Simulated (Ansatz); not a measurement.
# MoS2: energy above lowest point and pressure as volume scale varies

All results are calculated (Ansatz 0.2.0). Free energy against uniform scaling of the volume at fixed shape and fractions; periodic cell, basis, potentials, k mesh and filling as listed.

The cell before it is scaled or strained (space group P6_3/mmc, No. 194):
```
MoS2
1.0
      3.1690     0.0000     0.0000
     -1.5845     2.7444     0.0000
      0.0000     0.0000    12.3240
Mo S
2 4
Direct
  0.33333 0.66667 0.25000
  0.66667 0.33333 0.75000
  0.33333 0.66667 0.62300
  0.66667 0.33333 0.12300
  0.33333 0.66667 0.87700
  0.66667 0.33333 0.37700
```

Settings of every row: functional PBE; dispersion D4; potentials PAW; wave cutoff 500 eV; density cutoff 2000 eV; k mesh 8x8x2; k shift 0x0x0; occupations methfessel paxton; smearing width 0.15 eV; spin none.

Limits: a layered crystal: even scaling strains the bonds within the layers, so this curve is stiffer than the crystal under pressure.

```csv
row,volume scale,V (Å³/atom),energy above lowest point (meV/atom),pressure (GPa)
1,0.88,15.72,126,23.1
2,0.92,16.435,46.3,13.02
3,0.96,17.149,?,?
4,1,17.864,0,-1.59
5,1.04,18.578,19.2,-6.82
6,1.08,19.293,59.3,-11.01
7,1.12,20.007,116.1,-14.36
```

Question: what energy above lowest point and pressure should row 3 give?

Worked fit of energy above lowest point. Take u = (V_r/V)^(2/3) − 1 with V_r = 18.221 Å³ an atom, which is twice the finite (Eulerian) strain; such expansions in the strain, on which the Birch-Murnaghan equation of state is built, carry the rest volume and the bulk modulus. The shown rows have u = 0.10343, 0.07119, 0.01328, -0.01285, -0.03739, -0.06044. Least squares give energy above lowest point = 6.72 − 739.32 × u + 17932.1 × u² + 3553 × u³ meV/atom; a parabola predicts inner rows, each left out in turn, worse (root mean square 0.61 against 0.15 meV/atom). The rows lie off it by 0.0, 0.1, -0.1, 0.0, 0.1, 0.0. Its lowest point lies at u = 0.0205, or V = 17.67 Å³ an atom, and the curvature there gives the bulk modulus at fixed shape and fractions, B = (4/9)(1 + u)² E″(u)/V = 152 GPa. Letting shape and atoms relax would as a rule lower it, by much in layered, chain or molecular crystals. The withheld row has u = 0.04125, so the fit gives 6.72 − 739.32 × (0.04125) + 17932.1 × (0.04125)² + 3553 × (0.04125)³ = 7.0 meV/atom.

The calculation gave 6.9 meV/atom. The fit lies 0.1 meV/atom (0.079 % of the column's range) above it, one unit of the last digit.

Worked fit of pressure. Take u = (V_r/V)^(2/3) − 1 with V_r = 18.221 Å³ an atom, which is twice the finite (Eulerian) strain; such expansions in the strain, on which the Birch-Murnaghan equation of state is built, carry the rest volume and the bulk modulus. The shown rows have u = 0.10343, 0.07119, 0.01328, -0.01285, -0.03739, -0.06044. Least squares give pressure = −4.347 + 199.76 × u + 590.31 × u² + 426.4 × u³ GPa; a parabola predicts inner rows, each left out in turn, worse (root mean square 0.073 against 0.0045 GPa). All shown rows lie on it to the printed digit. The pressure vanishes at u = 0.0205, or V = 17.67 Å³ an atom, and there the bulk modulus at fixed shape and fractions is B = −V dP/dV = (2/3)(1 + u) dP/du = 153 GPa. Letting shape and atoms relax would as a rule lower it, by much in layered, chain or molecular crystals. The withheld row has u = 0.04125, so the fit gives −4.347 + 199.76 × (0.04125) + 590.31 × (0.04125)² + 426.4 × (0.04125)³ = 4.93 GPa.

The calculation gave 4.92 GPa. The fit lies 0.01 GPa (0.027 % of the column's range) above it, one unit of the last digit.
